Dear colleague,

The gate-induced drain leakage (GIDL) of your silicon devices comes from electrons that tunnel from the valence band at Γ to the Δ valleys of the conduction band in the depleted drain under the gate. A slowly varying field cannot supply the valley wave vector K0, typically 0.85 of the way to X, so a phonon has to. Here is the rate in a uniform field, and what it predicts between 77 K and 400 K.

Premises and conventions

(a) The field F > 0 is uniform and along z. The electron charge is −q, so its potential energy is +qFz. (b) Near each extremum the band is parabolic: the envelope Hamiltonians are Hc = Eg + p·Mc⁻¹·p/2 + qFz and Hv = −p·Mv⁻¹·p/2 + qFz, with positive mass tensors. (c) The field is kept to all orders within each band, and the electron-phonon coupling enters to second order in the rate, by the golden rule. (d) For a phonon of wave vector ±K0 + k the matrix element is D √(ħ/2ρωV) ∫ψc* exp(ik·r) ψv d³r, times √N for absorption or √(N+1) for emission. This defines the interband deformation potential D; ρ is the mass density, V the volume, N = 1/[exp(ħω/kBT) − 1], and D and ω are taken as constant near K0. (e) The initial valence states are full and the final conduction states empty. I write g for the number of equivalent channels, spin times valleys, mc and mv for the density-of-states masses (det M)^(1/3), and mcF, mvF for the masses along the field, 1/mF = ẑ·M⁻¹·ẑ.

Step 1. The phonon sum makes the rate local

Since D and ω do not depend on k, completeness of the plane waves gives Σk |∫ψc* exp(ik·r) ψv d³r|² = V ∫|ψc|²|ψv|² d³r. The rate per unit volume at the point r where the phonon acts is therefore

G(r) = g (2π/ħ)(ħD²/2ρω) Σ± n± Σc,v |ψc(r)|² |ψv(r)|² δ(Ec − Ev ± ħω),   (1)

with n− = N for absorption (Ec = Ev + ħω) and n+ = N + 1 for emission (Ec = Ev − ħω). Electron and hole momenta are summed independently, because the phonon takes up any difference.

Step 2. Time representation

Write δ(x) = ∫dt exp(−ixt/ħ)/(2πħ). The sum over c becomes ⟨r|exp(−iHc t/ħ)|r⟩ and the sum over v becomes ⟨r|exp(+iHv t/ħ)|r⟩, which is the propagator of a hole with positive mass and potential −qFz. The phases exp(∓iqFzt/ħ) of the two cancel, so G is independent of r and we may set r = 0. With E± = Eg ± ħω,

G = g (πD²/ρω) Σ± n± I(E±),   I(E) = ∫dt/(2πħ) exp(−iEt/ħ) Kc(t) Kv(t),   (2)

where K(t) is the return amplitude of a particle of positive mass in a constant force.

Step 3. The return amplitude

In a constant force a momentum state only drifts, p → p − qFs ẑ, and collects its kinetic phase. In one dimension K(t) = ∫dp/(2πħ) exp[−(i/2mħ) ∫0..t (p − qFs)² ds]. The inner integral is t(p − qFt/2)² + q²F²t³/12. After a shift of p the Gaussian converges for Im t < 0 and gives (m/2πiħt)^(1/2). The same completion of the square holds for a mass tensor, with 1/mF in the cubic term and √(det M) from the Gaussian. The sign of the force drops out, so

Kc Kv = (mc mv)^(3/2) (2πiħt)^(−3) exp(−iq²F²t³/24ħmr),   1/mr = 1/mcF + 1/mvF.   (3)

The reduced mass along the field appears because the two cubic phases add. The contour passes below t = 0.

Step 4. Exact evaluation

Put t = t0 s with t0 = (8ħmr/q²F²)^(1/3) and z = E t0/ħ. The phase becomes −i(zs + s³/3). Without the factor (is)^(−3), ∫ds/2π of this exponential is the Airy function Ai(z). Each factor 1/(is), on a contour below the origin, integrates once over z from z to infinity, since d/dz brings down −is and the integral vanishes for large z. Three integrations give Ai3(z) = ∫z..∞ (y − z)² Ai(y) dy/2, and

I(E) = (mc mv)^(3/2) Ai3(z) / [ħ (2πħ)³ t0²].   (4)

Equations (2) and (4) are exact within the premises.

Step 5. The saddle point

For large z, move the contour down to t = −iτ + s with s real. This is allowed because the only pole is at t = 0 and the cubic term decays as exp(−q²F²τs²/8ħmr). On the imaginary axis the exponent is −Eτ/ħ + q²F²τ³/24ħmr, stationary at τ0 = 2√(2mrE)/qF, where it equals −S with

S = 2Eτ0/3ħ = bE^(3/2)/F = (2/3) z^(3/2),   b = 4√(2mr)/(3ħq).

At τ0 the Gaussian is exp(−Es²/ħτ0), whose integral is √(πħτ0/E), and the pole factor is (2πħτ0)^(−3). Then I = (mc mv)^(3/2) (2πħ)^(−4) τ0^(−3) √(πħτ0/E) exp(−S), the same as inserting Ai3 ≈ exp(−S)/(2√π z^(7/4)) in (4). With τ0^(−5/2) = (qF)^(5/2)/(8mrE)^(5/4),

G = A F^(5/2) { N (Eg − ħω)^(−7/4) exp[−b(Eg − ħω)^(3/2)/F] + (N + 1)(Eg + ħω)^(−7/4) exp[−b(Eg + ħω)^(3/2)/F] },

A = g D² (mc mv)^(3/2) q^(5/2) / [2^(31/4) π^(5/2) ρ ω ħ^(7/2) mr^(5/4)].   (5)

This is the law associated with Keldysh (1958) and Kane (1961). One such term is written for each phonon branch and each inequivalent pair of bands. The power 5/2 is easy to count: the transverse integrals of electron and hole each give 1/τ0 ∝ F, the two longitudinal integrals together give 1/τ0, and the Gaussian width gives back √τ0.

The first correction follows from Ai ≈ exp(−S)(1 − 5/72S)/(2√π z^(1/4)). Differentiating a trial form shows that integrating exp(−S) z^(−p) raises p by 1/2 and adds (2p + 1)/3 to the coefficient of −1/S. For p = 1/4, 3/4 and 5/4 this adds 1/2, 5/6 and 7/6, so (5) is to be multiplied by 1 − 185/72S + O(1/S²).

The exponent has a spatial reading. At depth u below the conduction edge and E − u above the valence edge, the two evanescent tails multiply to exp{−(4/3ħqF)[√(2mcF) u^(3/2) + √(2mvF)(E − u)^(3/2)]}. This is largest where mcF u = mvF(E − u), that is where both decay constants equal κ = √(2mrE)/ħ, and there the exponent is −S.

Step 6. The direct gap for comparison

Take the symmetric two-band model ε = ±√(Eg²/4 + ħ²v²k²), two-fold degenerate by spin. Its edge masses are Eg/2v², so mr = Eg/4v². At fixed k⊥ the field sweeps ħkz at the rate qF through an avoided crossing with half-gap Δ, Δ² = Eg²/4 + ħ²v²k⊥², and the Landau-Zener formula gives P = exp(−πΔ²/ħvqF); the same exponent is 2∫κ dz with ħvκ = √(Δ² − q²F²z²). States cross kz = 0 at the rate qF/2πħ per unit length, and ∫d²k⊥/(2π)² exp(−πħvk⊥²/qF) = qF/(4π²ħv). With the factor 2 for spin,

Gdir = [q²F² √mr / (2π³ħ²√Eg)] exp[−π√mr Eg^(3/2)/(2ħqF)].   (6)

Kane's first-order prefactor is larger by π²/9 = 1.10. The power is F² because momentum is conserved: one transverse integral and one sweep rate. At equal mr and gap the exponent of (6) is (π/2)/(4√2/3) = 0.833 of that in (5), since (6) includes the rounding of κ at mid-gap.

What sets the temperature dependence

From dS/dE = τ0/ħ, the ratio of absorption to emission is exp(2ωτ0 − ħω/kBT) to exponential accuracy and first order in ħω/Eg. Absorption wins when kBT > ħ/2τ0, whatever the phonon energy. Temperature also acts through the gap, as exp(−τ0 ΔEg/ħ).

Inputs for silicon

The field is along [001], normal to the surface. The four valleys on the x and y axes present the transverse mass, typically 0.19 m0, and g = 2 × 4 = 8. For the hole, the matching point lies about half a gap from the edge, far more than the spin-orbit splitting, compiled as 0.044 eV (Ioffe Institute NSM archive), so the masses without spin-orbit coupling apply. The lightest along [001] belongs to the xy state of Γ25′ and is m0/(γ1 + 4γ2); typical Luttinger parameters 4.28 and 0.34 give 0.18 m0, which I adopt. Along [100] the xy state belongs to Δ5 and the conduction state to Δ1, so the phonon must be Δ5, that is TA or TO. I take typical energies at K0 of 19 and 58 meV. The compiled zone-centre frequency, 517 cm⁻¹ (Ioffe Institute) or 64.1 meV, belongs to a different wave vector. Then mr = 0.09243 m0 and b = 20.77 MV/cm per eV^(3/2). With the compiled 300 K gap of 1.12 eV (Wing 2021), B = bEg^(3/2) = 24.6 MV/cm. I shift the gap from that value by the Varshni term −αT²/(T + β), with typical α = 4.73 × 10⁻⁴ eV/K and β = 636 K, and carry 1.162 eV at 77 K and 1.092 eV at 400 K. Masses, D and ω are held fixed. The field is an assumed 1.5 MV/cm.

Range of validity

The scales below use E = 1.12 eV, for which S = 16.4, τ0 = 14.5 fs and ħ/τ0 = 45.5 meV.

1. S must be large for (5). Here 185/72S = 0.16, so (5) overstates (4) noticeably, and I use (4) below.

2. Constant D and ω. The weight exp(−ħk²τ0/2m) limits each real wave-vector component to √(m/ħτ0), which is 0.74 nm⁻¹ for the largest mass, typically 0.92 m0, against 2π/a = 11.6 nm⁻¹ for a ≈ 0.543 nm. The real spread is small. D is in truth needed between evanescent states with κ = 1.65 nm⁻¹, and k·p mixing among the valence states alters the transverse hole masses there, so A is an effective constant.

3. Parabolic bands. The matching point lies 0.54 eV below the conduction edge and 0.58 eV above the valence edge, so this is the weak premise. With κ² ∝ u(1 − αc u) and a typical αc of 0.5 eV⁻¹, the conduction part of the action, 8.0 of the 16.4, falls by 9 per cent at fixed matching point, which alone doubles G. Absolute rates from edge masses are not good to better than such factors.

4. Uniform field. The path length is L = E/qF = 7.5 nm. For an assumed 10¹⁹ cm⁻³ of depleted donors and the compiled dielectric constant 11.7 (Ioffe Institute), Poisson's equation gives a fall of 1.15 MV/cm over L, which rivals F. In such a drain F can only mean an average along the path. A rough estimate shows the effect at fixed surface field: S ≈ b√E qL and dL/dE = 1/qF(L) give d ln S/d ln E = 1/2 + F̄/F(L). With a mean F̄ of 1.5 MV/cm the far-end field is 0.92 MV/cm, and the derivative is 2.1 in place of 3/2.

5. One phonon. Each further absorbed phonon brings N exp(ωτ0) times a dimensionless coupling strength. For ħω ≫ kBT this factor passes unity at kBT = ħ/τ0, or 528 K; for the TO phonon at 400 K it is already 0.8. Your upper temperature relies on the coupling being weak.

6. Occupations. With Fermi functions the absorption term carries N fv(1 − fc) − (N+1) fc(1 − fv), and the emission term the same with N and N+1 exchanged. Premise (e) needs band bending beyond E± and a quasi-Fermi splitting of many kBT. Confinement at the oxide, the electron-hole attraction, gap narrowing by doping and trap levels are all absent from (1).

7. The direct channel. With the compiled direct gap of 3.35 eV (Tiago 2004) and, for illustration, the same mr, the exponent of (6) is 71, against at most 19 in the table below. It can be dropped.

Illustration: 400 K against 77 K at 1.5 MV/cm

For one branch at fixed field, every factor in (2) and (4) cancels in the ratio except N Ai3(z−) + (N+1) Ai3(z+), with z± = (3S±/2)^(2/3). The last two columns are in units of 10⁻¹⁰.

branch, T      N         S−      S+      N Ai3(z−)   (N+1) Ai3(z+)
TA, 77 K       0.0605    16.92   17.77   0.154       1.09
TA, 400 K      1.36      15.39   16.21   17.6        12.7
TO, 77 K       0.00016   16.06   18.66   0.0010      0.404
TO, 400 K      0.228     14.56   17.07   7.20        2.65

The ratio G(400 K)/G(77 K) is 24 for TA and 24 for TO. The total ratio is an average of the branch ratios weighted by their 77 K rates, so it is also 24, and the poorly known values of D are not needed. The coincidence is an accident of this field and these inputs. Formula (5) gives 25 for both, although the exact rates are only 0.86 to 0.88 of it, because the correction nearly cancels.

The ratio splits into two comparable parts. Warming the phonons with the gap frozen at 1.162 eV gives 4.7 for TA and 4.8 for TO; the gap shrinkage supplies the remaining 5.1 in each. A fit that puts all temperature dependence into Eg(T) thus misses a factor near five. Absorption carries 12 per cent of the TA rate and 0.25 per cent of the TO rate at 77 K, but 58 and 73 per cent at 400 K. The crossover ħ/2kBτ0 is 264 K, which the factor E^(−7/4) lowers by about 7 per cent, so your two temperatures lie on opposite sides of it. At 77 K the barrier is essentially Eg + ħω and the rate is nearly athermal; at 400 K most of the rate sees Eg − ħω.

The number 24 is the model's, at fixed uniform field, and not that of a device. By item 4, holding the surface field fixed over a 10¹⁹ cm⁻³ drain would raise the gap factor from 5.1 to about 10. As typical knowledge and not as a measurement, slopes B fitted to silicon tunnelling currents lie near 20 MV/cm, about a fifth below my 24.6, and scaling b to that value brings the ratio down to 17 for TA and 13 for TO; strongly biased, tunnelling-dominated GIDL typically changes by several-fold to about tenfold over such a range, so there the model at this field overshoots by a factor of two or more, while at weak bias trap-assisted generation raises the 400 K current by orders of magnitude and the model falls far short.